Q: I want to know how platinum responds to squeezing, and the two ends of this table startle me. The smallest volume costs 128 meV per atom and the largest only 6 meV. Have I found the steep repulsive wall between the atoms?

JDFTx 1.7.0 (patched build), PBE with scalar-relativistic PseudoDojo 0.5 standard pseudopotentials, for uniformly scaled fcc platinum without spin polarisation or spin–orbit coupling. The plane-wave cutoff is 1142.88 eV, the k mesh 12×12×12 and the Fermi–Dirac smearing 0.05 eV. Energies are counted from the minimum of a Birch–Murnaghan fit.

| volume (Å³/atom) | energy (meV/atom) |
| --- | --- |
| 14.18 | 128.25 |
| 14.48 | 76.91 |
| 14.78 | 40.00 |
| 15.08 | 15.86 |
| 15.38 | 3.01 |
| 15.68 | 0.18 |
| 15.98 | 6.19 |

A: Check first how far each end lies from the bottom of the well. The fitted minimum is at 15.62 Å³ per atom. Your smallest volume is 9.3 % below it, your largest only 2.3 % above it. You are comparing a long walk up one side of the valley with a short step up the other.

Q: But the distances differ by a factor of four and the energies by a factor of twenty-one.

A: Near a minimum, energy grows as the square of the distance, because the restoring pressure itself builds up as you go. A factor of four in distance therefore gives about sixteen in energy, even in a perfectly symmetric well. Most of what startled you comes from where the volumes were placed. At equal distances of 2.3 % on either side, I estimate from the fitted curve that compression costs only about 10 % more than expansion.

Q: Then the well is nearly symmetric, and the wall is an illusion?

A: Close to the minimum it is nearly symmetric, but the remainder is real. A parabola in volume, given the fitted minimum and bulk modulus, falls 24 meV short of the calculated energy at the smallest volume. At the largest volume it lies slightly too high. So compression is harder than the parabola says and expansion is easier, which is what a lopsided well means.

Q: Couldn't that be mere geometry? Suppose the bonds are ideal springs. Their energy is symmetric in bond length, but volume goes as the cube of length, so the well would look lopsided when drawn against volume.

A: That is a good proposal, and we can work it out. When the crystal is scaled uniformly, all its distances change in step with the contact between neighbours, so one length describes the whole deformation. For small changes, the fractional change in volume is three times that in length. The elastic energy of a parabola in volume is ½ × modulus × equilibrium volume × (fractional volume change)². Replacing the volume change by three times the length change turns the ½ into 9/2, and that is your spring model.

Q: Let me try the smallest volume. It is 0.907 of the equilibrium volume, and the cube root of that is 0.968, so the contact is 3.19 % too short.

A: Now the energy scale. The modulus of 249 GPa times 15.62 Å³ is 24.3 eV, since 1 eV/Å³ equals 160.2 GPa. The springs then store 4.5 × 24.3 eV × 0.0319², which is about 111 meV.

Q: The table has 128 meV. So geometry helps, but it leaves 17 meV unexplained.

A: Yes. The modulus and minimum we used come from a Birch–Murnaghan fit to all seven energies, and they describe the bottom of the well. Springs that are right there turn out too soft at strong compression.

Q: I could choose stiffer springs. If I let a fit pick the spring constant and the minimum, the typical miss over the seven volumes drops below 1 meV. Isn't that good enough?

A: Look at what the fit did to get there. It raised the prefactor from 4.5 × 24.3 eV, or 109 eV, to 128 eV. The springs became about 17 % stiffer everywhere, to make up for a stiffness that really grows along the way. A small error in energy can hide a wrong shape, so we need a quantity that reacts to the shape directly.

Q: Which one?

A: The local bulk modulus, meaning the resistance to a little further compression at each volume. It is the volume times the curvature of the energy curve, and neighbouring rows of the table are enough to estimate it. The three explanations now part ways. A parabola in volume has constant curvature, so its modulus must fall as the volume shrinks, while ideal springs allow a modest rise. Only bonds that stiffen as they shorten allow a large one.

Q: And what does the calculation give?

A: Between 15.68 and 14.48 Å³ the contact shortens by only 2.6 %, yet the modulus climbs from 244 to 368 GPa. That is a rise of 51 %.

Over the same interval the parabola predicts a fall of 8 % and the springs a rise of 8 %. Stiffer springs would not rescue your proposal, because they raise the modulus at both volumes by the same factor and leave the percentage as it was. The numbers decide here: the resistance to shortening the contact itself grows. I'll call that stiffening bonds, though in a metal part of it belongs to electrons shared by the whole crystal, and energies from uniform scaling can't tell the parts apart.

Q: So there is a repulsive wall after all. I just looked for it in the wrong place.

A: You looked at the height of the curve, and it shows in the change of curvature. I would call it a steepening slope, though, since no sudden onset appears anywhere in this range. The local modulus rises at each step of compression.

Q: Why should a bond stiffen when it is shortened?

A: Two tendencies compete. Electrons shared between neighbours, in platinum largely those of the d shells, pull the atoms together. Squeezing also presses the mobile s and p electrons against the filled inner shells. The exclusion principle then forces electrons into states of higher kinetic energy, and that pushes the atoms apart. Both effects fade roughly exponentially with distance, as the tails of the orbitals do, but the repulsion fades faster.

At equilibrium the push and the pull balance. Shorten the contact and both grow, but the push grows faster. The stiffness is the rate at which the push gains on the pull, and that rate rises too. This account is standard theory; the total energies in the table don't separate the push from the pull.

Q: Can the picture be turned into a number?

A: The simplest version is the Morse form, in which the repulsion decays exactly twice as fast as the attraction. Write u for the fractional change of the contact and s for the decay rate of the attraction. Apart from a constant, the energy is D × (e^(−2su) − 2e^(−su)), where D sets the strength. Differentiate twice and the stiffness at the minimum is 2Ds²; once more, and you find that it grows by a fraction 3s per unit of shortening.

Fitted to all seven energies, s comes out at 4.4. Each percent of shortening therefore stiffens the bond by about 13 %. Geometry adds roughly 3 %, as the spring model showed with its 8 % over a 2.6 % shortening. Together, the modulus near equilibrium should rise by about 16 % for each percent taken off the contact.

Q: How well does that curve match the table?

A: To within about 0.01 meV at each volume, as the output below shows. Don't read that as evidence for exponentials. The Morse curve has four adjustable constants, and the Birch–Murnaghan curve, also with four, follows the same points just as closely. What the energies establish is how fast the stiffness grows, whichever formula expresses it.

Q: I design equipment, and I usually take one modulus from a data sheet. When does that fail me?

A: For uniform squeezing, a single bulk modulus serves as long as the volume changes little. At 14.48 Å³, where the metal has lost about 7 % of its volume, the local value is nearly half as large again as the 249 GPa at equilibrium. Judging by how steeply the tabulated energies rise there, reaching that volume takes more than 20 GPa, so ordinary equipment stays well within reach of the single value. For compressions of several percent you also need the modulus slope, which tells how much the modulus rises per unit of pressure; here it is about 5.3.

For absolute values, prefer a measured modulus. This functional tends to make the heavy late transition metals somewhat too large and too soft. The calculation also leaves out spin-orbit coupling and the vibrations of the atoms, and its k mesh and smearing are working values whose convergence these runs don't test, so a difference from experiment can't be put down to the functional alone.

Q: Suppose I get such a curve for another metal. How do I judge its asymmetry without being fooled again?

A: Compare equal distances from the minimum, and use the slope. For a small fractional volume change x, compression costs more than the parabola by a fraction (slope + 1) × x / 3, and expansion costs less by the same fraction. Here that is 6.32 × 0.0231 / 3, or about 5 % each way, which gives the 10 % I quoted. Only two of our volumes lie above the minimum, so the expanded side of that estimate leans on a slope learned mostly under compression.

Q: And a large slope means that the repulsion is steep?

A: It means that the stiffness itself changes quickly over a small fraction of the bond length. Being stiff is not enough: ideal springs have the same low slope however strong they are. In the Morse picture the slope is simply 1 + s, and ideal springs are the limit where s goes to zero while the stiffness is held fixed. A metal whose forces decay faster, measured against its own bond length, will have the more lopsided well and the modulus that climbs faster under pressure.

Numerical output:

```
Energies in meV per atom:
    row  volume from minimum %  contact in angstrom  calculated  volume parabola  ideal springs
  14.18                 -9.271                2.717       128.2            104.5          111.4
  14.48                 -7.341                2.736       76.91            65.49          68.88
  14.78                  -5.41                2.755          40            35.58          36.91
  15.08                  -3.48                2.773       15.86            14.72          15.07
  15.38                  -1.55                2.791        3.01            2.918          2.949
  15.68                 0.3808                 2.81        0.18           0.1763         0.1758
  15.98                  2.311                2.828        6.19            6.492          6.394
Energy ratio of smallest to largest volume, calculated: 20.72
Same ratio for the symmetric volume parabola: 16.09
Estimated ratio at equal distances from the minimum, that of the largest volume: 1.102
Energy missed by the volume parabola at the smallest volume, meV per atom: 23.79
Energy missed by ideal springs at the smallest volume, meV per atom: 16.86
Local modulus at 14.48 cubic angstrom, GPa: 368
Local modulus at 15.68 cubic angstrom, GPa: 244.2
Shortening of the contact between these two volumes, %: 2.633
Rise of modulus between them, calculated, %: 50.68
Rise of modulus for the volume parabola, %: -7.707
Rise of modulus for ideal springs, %: 8.252
Mean power of the contact length with which the modulus changes: -15.37
fit of energy on 7 rows: constant -0.9948 +/- 0.59, coefficient of u 79.27 +/- 77, coefficient of u**2 128480 +/- 2877; rms 0.866, worst 14.48 1.01, leave-one-out rms 2.33
fit of energy on 7 rows: constant 5644 +/- 0.79, coefficient of exp(-s*u) -11289 +/- 1.5, coefficient of exp(-2*s*u) 5644 +/- 0.71, s 4.4; rms 0.00398, worst 15.38 0.00744, leave-one-out rms 0.014
Modulus slope at the minimum from the Morse form: 5.4
```
